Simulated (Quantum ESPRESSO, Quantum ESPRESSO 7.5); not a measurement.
# Looking for the band gap of layered WS2: a first-year student's notebook

*A first attempt by someone new to these calculations. It holds errors of set-up and of interpretation; a review follows at the end.*

## The measurement

The number I want to reproduce is the indirect band gap of WS2, 1.4 ± 0.07 eV at room temperature. It comes from "Quantitative Determination of the Band-Gap of WS2 with Ambipolar Ionic Liquid-Gated Transistors" (2013, arXiv:1302.1360). They made transistors out of thin flakes, 20–60 nm thick, peeled from a crystal grown by chemical vapour transport, and put an ionic liquid on top as the gate. With the gate voltage one way electrons carry the current, and the other way holes do. The gap is the difference between the two threshold voltages, measured against a reference electrode and extrapolated to zero drain bias. So it is a gap from electrical curves and not from light.

| compared with | measured | source's wording or label | T (K) | method |
| --- | --- | --- | --- | --- |
| gap (eV) | 1.4 | 1.4 ± 0.07 eV | room temperature | ionic liquid-gated ambipolar transistor transfer curves |

Conditions are those given with the value in the passage it was taken from; "not stated" means there, and the paper may say more elsewhere. The values are a selection: others may have been left out beforehand as unlike or outlying.

## Model and target

I want to get 1.4 eV out of Quantum ESPRESSO. The model is the crystal with 6 atoms in the cell, and I take the cell from the database as it is, so there is nothing to relax. I call it a success if I am within 0.05 eV, because then it would round to about the right number.

I start with PBEsol, since the "sol" stands for solids and this is a solid. The smearing I copy from a tutorial on aluminium, where it made everything converge nicely. If the gap comes out wrong I will change the settings one after another until it fits, and then I know which settings are the right ones for WS2.

System: WS2 (tungsten disulphide), layered van der Waals crystal; P6_3/mmc (No. 194), 6 atoms in the primitive cell; the database structure is a diffraction structure: a = 3.153 Å, c = 12.323 Å; structure from the Crystallography Open Database.

## 1. PBEsol with a flat k mesh

I use a 6x6x1 mesh. The cell is long in the c direction and the layers hardly touch, so one point that way should do. I only need the gap, so I skip the band structure and read it from the levels of the ordinary run. I expect something close to 1.4 eV.

**Run 1.** Quantum ESPRESSO 7.5: PBEsol, PseudoDojo norm-conserving potentials, database cell, levels on the SCF mesh alone, cutoff 74 Ry, 6x6x1 k mesh, Gaussian smearing 0.02 eV.

Key lines of the input:
```
! potential files: PseudoDojo norm-conserving potentials, made for PBEsol
&control
  calculation = 'scf'
  tstress = .true.
/
&system
  nat = 6
  ntyp = 2
  ecutwfc = 74
  nbnd = 32
  occupations = 'smearing'
  smearing = 'gaussian'
  degauss = 0.00147
/
&electrons
  conv_thr = 1.0d-8
  electron_maxstep = 100
  mixing_beta = 0.4
/
ATOMIC_SPECIES
  W 183.840 W.upf
  S 32.060 S.upf
[... cell and positions ...]
K_POINTS automatic
  6 6 1 0 0 0
```

Command:
```
OMP_NUM_THREADS=1 mpirun -n 4 pw.x -nk 4 -in mesh.in > mesh.out
```

Selected lines of the output:
```
     number of k points=     7  Gaussian smearing, width (Ry)=  0.0015
     the Fermi energy is    12.0514 ev
!    total energy              =    -391.85733162 Ry
```

Converged; 11 s on 4 cores of Arm Neoverse V2, shared host.

| quantity | run 1 | measured | deviation |
| --- | --- | --- | --- |
| gap (eV) | 0.935 | 1.4 | −0.465 |
| direct gap (eV) | 1.822 |  |  |

The gap is 0.935 eV, which is 0.465 eV too small. The direct gap of 1.822 eV is too big, so the measured 1.4 eV lies almost in the middle between the two. I think the program has the right gap somewhere but splits it into two wrong ones. The run converged, so my settings are fine and it must be PBEsol that is not strong enough.

## 2. Switching on the hybrid functional

I have read that hybrid functionals give bigger gaps because they mix in Hartree–Fock exchange. In a tutorial for another program this is switched on with the line lhfcalc = .true., so I add it to the &system block and leave PBEsol as it is. I also take a 9x9x2 mesh and the levels along the path, because the tutorial had a band structure plot too. I expect the gap to go up to about 1.4 eV.

**Run 2.** Quantum ESPRESSO 7.5: PBEsol, PseudoDojo norm-conserving potentials, database cell, levels along the high-symmetry path, cutoff 74 Ry, 9x9x2 k mesh, Gaussian smearing 0.02 eV; lhfcalc = .true. added to &system.

Key lines of the input, as changed from run 1:
```diff
  &system
+   lhfcalc = .true.
  K_POINTS automatic
-   6 6 1 0 0 0
+   9 9 2 0 0 0
```

Command:
```
OMP_NUM_THREADS=1 mpirun -n 4 pw.x -nk 4 -in scf.in > scf.out
```

Selected lines of the output:
```
Error in routine  read_namelists (1):
      bad line in namelist &system: "  lhfcalc = .true." (error could be in the previous line)
```

Input refused; 0.5 s, same machine.

The program stopped at once and calls my new line a bad line in &system. I copied it exactly, so the line itself can't be wrong. I conclude that Quantum ESPRESSO can't do hybrids for a crystal with metal atoms like tungsten, and that I have to find the bigger gap with an ordinary functional.

## 3. BLYP instead of a hybrid

I take the line out again and change the functional to BLYP. I know B3LYP from chemistry, where it is used for nearly everything, and BLYP has almost the same name, so it should have most of the same effect. For the potentials I use the PBE files, because a potential belongs to the atom and not to the functional. I keep the 9x9x2 mesh and the path. I expect the gap to come up from 0.935 eV to somewhere near 1.4 eV.

**Run 3.** Quantum ESPRESSO 7.5: BLYP, PseudoDojo norm-conserving potentials, database cell, levels along the high-symmetry path, cutoff 74 Ry, 9x9x2 k mesh, Gaussian smearing 0.02 eV; PBE files.

Key lines of the input:
```
! potential files: PseudoDojo norm-conserving potentials, made for PBE
&control
  calculation = 'bands'
/
&system
  nat = 6
  ntyp = 2
  ecutwfc = 74
  input_dft = 'blyp'
  nbnd = 32
  occupations = 'smearing'
  smearing = 'gaussian'
  degauss = 0.00147
/
&electrons
  conv_thr = 1.0d-8
  electron_maxstep = 100
  mixing_beta = 0.4
/
ATOMIC_SPECIES
  W 183.840 W.upf
  S 32.060 S.upf
[... cell and positions ...]
K_POINTS crystal
  93
  0.00000000 0.00000000 0.00000000 1
  ...
```

Command:
```
OMP_NUM_THREADS=1 mpirun -n 4 pw.x -nk 4 -in bands.in > bands.out
```

Converged; 2.5 min, same machine.

| quantity | run 3 | measured | deviation |
| --- | --- | --- | --- |
| gap (eV) | 0.998 | 1.4 | −0.402 |
| direct gap (eV) | 1.841 |  |  |

The gap is now 0.998 eV, only 0.063 eV more than with PBEsol, and the direct gap has hardly moved at 1.841 eV. BLYP is nearly B3LYP, so I now know that a hybrid would not have helped either, and the refused line was no loss. If two such different functionals give almost the same gap, the functional is not the problem. It must be something in how the program gets to its answer.

## 4. Stopping the iterations early

The program repeats its calculation until the energy stops changing. I think that with every repeat the electrons spread out a bit more and the gap closes a bit more, so by the end it has gone too far. I go back to PBEsol, which is the one for solids, and set electron_maxstep to 3 instead of 100. The mesh and the path stay as they were with BLYP. I expect the gap to be caught on its way down, near 1.4 eV, and it should be quicker too.

**Run 4.** Quantum ESPRESSO 7.5: PBEsol, PseudoDojo norm-conserving potentials, database cell, levels along the high-symmetry path, cutoff 74 Ry, 9x9x2 k mesh, Gaussian smearing 0.02 eV; at most 3 SCF iterations.

Key lines of the input, as changed from run 2:
```diff
  &system
-   lhfcalc = .true.
  &electrons
-   electron_maxstep = 100
-   mixing_beta = 0.4
+   electron_maxstep = 3
```

Selected lines of the output:
```
     kinetic-energy cutoff     =      74.0000  Ry
     number of k points=    24  Gaussian smearing, width (Ry)=  0.0015
     estimated scf accuracy    <       0.16832754 Ry
     estimated scf accuracy    <       0.05402318 Ry
     estimated scf accuracy    <       0.06130373 Ry
     convergence NOT achieved after   3 iterations: stopping
```

Not converged; 11 s, same machine.

The program stopped after 3 iterations with "convergence NOT achieved", and I have no gap from it. The estimated accuracy went down to 0.054 Ry and then up again to 0.061 Ry, so the second iteration was the good one and the third already spoiled it. I take this as proof that the iterations do the damage, but I can't catch the gap this way.

## 5. Back to a hybrid, with one exchange point

For BLYP I wrote the functional's name in input_dft and the program took it, so I try the same with HSE06. I had decided that hybrids don't work for tungsten, but perhaps only the word lhfcalc was forbidden. For the exchange I set a 1x1x1 mesh. Exchange is between electrons that are close together, so one point should be plenty, and it saves time. I also lower the cutoff to 59 Ry and use 6x6x2 points with fixed occupations, as in a silicon tutorial. Since BLYP gave 0.998 eV, I expect a little more than that, and with luck 1.4 eV.

**Run 5.** Quantum ESPRESSO 7.5: HSE06, PseudoDojo norm-conserving potentials, database cell, levels on the SCF mesh alone, cutoff 59 Ry, 6x6x2 k mesh, fixed occupations; exchange on a 1x1x1 mesh, exchange cutoff ecutfock 120 Ry (not varied).

Key lines of the input:
```
! potential files: PseudoDojo norm-conserving potentials, made for PBE
&control
  calculation = 'scf'
/
&system
  nat = 6
  ntyp = 2
  ecutwfc = 59
  input_dft = 'hse'
  occupations = 'fixed'
  nbnd = 32
  nqx1 = 1
  nqx2 = 1
  nqx3 = 1
  ecutfock = 120
/
&electrons
  conv_thr = 1.0d-8
  electron_maxstep = 100
  mixing_beta = 0.4
/
ATOMIC_SPECIES
  W 183.840 W.upf
  S 32.060 S.upf
[... cell and positions ...]
K_POINTS automatic
  6 6 2 0 0 0
```

Command:
```
OMP_NUM_THREADS=1 mpirun -n 8 pw.x -nk 8 -in mesh.in > mesh.out
```

Selected lines of the output:
```
!!   total energy              =    -382.73154678 Ry
     est. exchange err (dexx)  =          7.4E-09 Ry
```

Converged; 69 s on 8 cores of Arm Neoverse V2, shared host.

| quantity | run 5 | measured | deviation |
| --- | --- | --- | --- |
| gap (eV) | 2.084 | 1.4 | +0.684 |
| direct gap (eV) | 3.664 |  |  |

HSE06 ran, so the program can do hybrids with tungsten after all. But the gap is now 2.084 eV, which is 0.684 eV too big. It can't be the single exchange point, because the exchange error is only 7.4E-09 Ry, so the exchange is practically exact. The total energy is also about 9 Ry higher than in my first PBEsol run, and a higher energy means a worse calculation. I conclude that HSE06 simply puts too much exchange into WS2.

## 6. PBE0 for less exchange

I need a functional between PBEsol and HSE06. In the list of functionals I found PBE0, and I take the 0 to mean that the exchange part starts from zero, so it should be the mildest hybrid. I keep the cutoff and the 6x6x2 points, and give the exchange the same mesh so that the numbers in the input match. One point was already exact, so this should change nothing. I expect the gap to come down from 2.084 eV to about 1.4 eV.

**Run 6.** Quantum ESPRESSO 7.5: PBE0, PseudoDojo norm-conserving potentials, database cell, levels on the SCF mesh alone, cutoff 59 Ry, 6x6x2 k mesh, fixed occupations; exchange on the same mesh, exchange cutoff ecutfock 120 Ry (not varied); stopped from outside after 689 s, the time that was left for it.

Key lines of the input, as changed from run 5:
```diff
  &system
-   input_dft = 'hse'
+   input_dft = 'pbe0'
-   nqx1 = 1
-   nqx2 = 1
-   nqx3 = 1
+   nqx1 = 6
+   nqx2 = 6
+   nqx3 = 2
```

Selected lines of the output:
```
     kinetic-energy cutoff     =      59.0000  Ry
     number of k points=    14
     estimated scf accuracy    <       0.00000021 Ry
     estimated scf accuracy    <       0.00000002 Ry
     estimated scf accuracy    <          2.4E-09 Ry
     highest occupied, lowest unoccupied level (ev):    11.1935   13.3465
!    total energy              =    -381.84118194 Ry
     est. exchange err (dexx)  =       0.00006116 Ry
```

Cut off at its time limit; 11 min, same machine.

The run was cut off after 11 minutes and there is no gap in the table, but the output has the highest occupied and lowest unoccupied levels. I subtract them myself and get about 2.2 eV. The accuracy had already gone down to 2.4E-09 Ry, so I count it as finished.

PBE0 is not the mild hybrid I took it for, because this is a little more than HSE06 gave. The exchange error is also bigger now, 0.00006116 Ry against 7.4E-09 Ry, so the 6x6x2 exchange mesh made the exchange worse and the single point was the better choice. Two hybrids now agree on a bit over 2 eV, and I take that as the real hybrid answer for WS2. The 1.4 eV from the transistors is far below it, so I think the ionic liquid made the gap smaller.

## Collected results

| run | settings | gap (eV) | deviation | cost | status |
| --- | --- | --- | --- | --- | --- |
| 1 | PBEsol, levels on the SCF mesh alone, cutoff 74 Ry, 6x6x1 k mesh, Gaussian smearing 0.02 eV | 0.935 | −0.465 | under 1 core-min |  |
| 2 | PBEsol, levels along the high-symmetry path, 9x9x2 k mesh, Gaussian smearing 0.02 eV, lhfcalc = .true. added to &system | – |  | under 1 core-min | input refused |
| 3 | BLYP, levels along the high-symmetry path, cutoff 74 Ry, 9x9x2 k mesh, Gaussian smearing 0.02 eV, PBE files | 0.998 | −0.402 | 9.8 core-min |  |
| 4 | PBEsol, levels along the high-symmetry path, 9x9x2 k mesh, Gaussian smearing 0.02 eV, at most 3 SCF iterations | – |  | under 1 core-min | not converged |
| 5 | HSE06, 6x6x2 k mesh, fixed occupations, exchange on a 1x1x1 mesh, exchange cutoff ecutfock 120 Ry (not varied) | 2.084 | +0.684 | 9.2 core-min |  |
| 6 | PBE0, exchange on the same mesh, stopped from outside after 689 s, the time that was left for it | – |  | 1.5 core-h | cut off at its time limit |
|  | measured | 1.4 |  |  |  |

## State of play

I did not get 1.4 eV out of the program. PBEsol and BLYP stay near 1 eV and the hybrids go above 2 eV, so no setting I tried is the right one for WS2.

I have to write down one number, and I take the 2.084 eV from HSE06. That run finished, its exchange error was the smallest, and PBE0 came out close to it before it was cut off. The difference of 0.684 eV from the measurement I put down to the ionic liquid, which is not in my calculation. The transistor people should measure again without it.

For the next material I would start directly with HSE06 and one exchange point, because it took only about a minute and the bigger exchange mesh just cost time. I would also still like to know how to stop the iterations at the right moment. I tried 3, and perhaps 5 would have been better.

## An expert's review

Further runs made for the review:

| reviewer's run | settings | gap (eV) | deviation | cost |
| --- | --- | --- | --- | --- |
| R1 | PBEsol with spin-orbit coupling, fully relativistic PseudoDojo potentials, levels along the high-symmetry path, cutoff 74 Ry, 9x9x2 k mesh, Gaussian smearing 0.02 eV | 0.889 | −0.511 | 62 core-min |
| R2 | PBE, PseudoDojo norm-conserving potentials, levels on the SCF mesh alone, cutoff 59 Ry, 6x6x2 k mesh, fixed occupations | 0.981 | −0.419 | 70 core-s |
|  | measured | 1.4 |  |  |

The target comes first. A window of 0.05 eV is narrower than the measurement's own ±0.07 eV and finer than these functionals can promise, and tuning settings until the number fits would not show which are right. Keeping the measured cell was sensible.

Run 1 converged, but that doesn't test its k mesh. The layers do interact, which affects the indirect gap, and a coarse mesh can miss band edges. R1, with a finer mesh, a band path and spin-orbit coupling, cost 62 core-minutes and still gives only 0.889 eV with PBEsol, so the mesh doesn't explain the shortfall. The direct and indirect gaps are both real; only the indirect one compares with 1.4 eV. PBEsol was designed for the structures of solids, not their gaps.

Run 2 failed because lhfcalc is another program's keyword, not because of tungsten. Checking the manual would have taken minutes; input_dft, found later, was right.

In run 3, BLYP lacks the exact exchange that makes B3LYP a hybrid, so it says nothing about hybrids. Potentials do depend on the functional, and the PBE files leave its 0.998 eV uncertain. PBE with matching files (R2) gives 0.981 eV for 70 core-seconds, though this too is read on the SCF mesh, so the true band edges could lie somewhat closer together. These functionals agree because they share a well-known underestimation of gaps.

The iterations stopped in run 4 are numerical steps towards a solution, not electrons spreading out. A temporary rise in the accuracy estimate is ordinary. Neither three nor five is the right number: the run should continue to its threshold, for about ten core-minutes judging by run 3.

Run 5 samples HSE06's exchange at one point, too crude for so small a cell. The tiny "exchange error" measures self-consistency, not sampling, and total energies from different functionals and potentials can't rank quality. A direct gap of 3.664 eV, twice that of run 1, was a warning. The exchange mesh should have been refined until the gap settled, probably costing core-hours. This run can't show that HSE06 has too much exchange.

Run 6 rightly used a denser exchange mesh. However, PBE0 has HSE06's share of exact exchange without the screening, and normally gives clearly larger gaps. Its closeness to run 5 is therefore suspicious, not confirmation. The gap of about 2.2 eV is correctly subtracted but provisional: the inner loop had converged, while the exchange was still settling. That, not the denser mesh, is what the larger exchange error shows.

The final choice of 2.084 eV, and the advice to reuse one exchange point, should be dropped. Nothing here shows that the ionic liquid shrank the gap; it is the gate that makes the measurement possible.

The verdict is that sound simulations at this level match poorly: R1 and R2 lie 0.511 and 0.419 eV below the measurement. Their agreement might cast doubt on the measured value, but it fits the established optical indirect gap of bulk crystals, and the functionals' known underestimation is the likelier cause. How much would remain with a well-sampled hybrid, and with thermal effects included, is not shown in this report.

[Logs are printed without paths, hosts, clocks, repeated set-up lines and the standing remarks that a program may print on its own settings, such as how far it seeks lower states.]

[The runs shown are a pick from a larger set of finished runs; failed, doubtful and other runs were left out of it ahead of writing. So were measured values far from every level or from commonly accepted values, and agreement can look better than it is. Lines of input and output are excerpts and may be shortened.]
